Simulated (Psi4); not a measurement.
## A ladder of methods for AlN2H5S (SMILES [NH2][Al]([NH2])[SH])

The species is AlN2H5S (9 atoms), meant as a singlet with charge 0. As SMILES, `[NH2][Al]([NH2])[SH]`. The shape was relaxed beforehand at PBE0/def2-TZVP.

```xyz
9

N    -0.2187    1.1947   -1.3431
Al   -0.2125    0.0700    0.0152
N     1.2218   -0.8688    0.4369
S    -2.0614   -0.1333    1.1725
H    -0.9523    1.8605   -1.5193
H     0.4875    1.2549   -2.0570
H     2.1381   -0.7266    0.0458
H     1.2323   -1.6448    1.0766
H    -1.4288   -0.7041    2.2117
```

Each level gives the dipole moment (D). The values are calculated.

```json
{"level": "PBE-D4/def2-TZVPP (density fitting)", "kind": "GGA", "program": "Psi4", "value (D)": "2.09", "CPU time": "46 s"}
{"level": "r2SCAN-D4/def2-TZVPP (density fitting)", "kind": "meta-GGA", "program": "Psi4", "value (D)": "2.15", "CPU time": "96 s"}
{"level": "B3LYP-D4/def2-TZVPP (density fitting)", "kind": "global hybrid", "program": "Psi4", "value (D)": "2.10", "CPU time": "39 s"}
{"level": "PBE0-D4/def2-TZVPP (density fitting)", "kind": "global hybrid", "program": "Psi4", "value (D)": "2.12", "CPU time": "38 s"}
{"level": "wB97M-V/def2-TZVPP (density fitting)", "kind": "range-separated hybrid", "program": "Psi4", "value (D)": "2.12", "CPU time": "1.9 min"}
```

The values span 2.09 to 2.15 D. Magnitudes only. Times are those of the runs behind each value, whatever else they computed, on shared processors of several kinds: orders of magnitude only.

The dipole moment is almost insensitive to the functional: all five values fall between 2.09 and 2.15 D. They do not follow the ladder either, since the two semilocal functionals mark the extremes and the three hybrids lie between them. Exact exchange therefore has no uniform effect here.

The molecule is clearly polar, although its three electron-withdrawing ligands surround aluminium in a nearly planar, trigonal arrangement that makes the bond dipoles largely oppose one another. Cancellation is incomplete because Al–N and Al–S bonds differ in polarity and length, and because the strongly bent Al–S–H unit adds a contribution off the bond axis. The nearly planar amido groups suggest some donation from the nitrogen lone pairs into the formally empty aluminium p orbital, which would partly offset the σ polarisation towards nitrogen.

The weak dependence on method probably reflects a compact closed-shell density with no long-range charge transfer. Agreement among these functionals does not establish absolute accuracy, as an error common to them all would leave the spread unchanged.
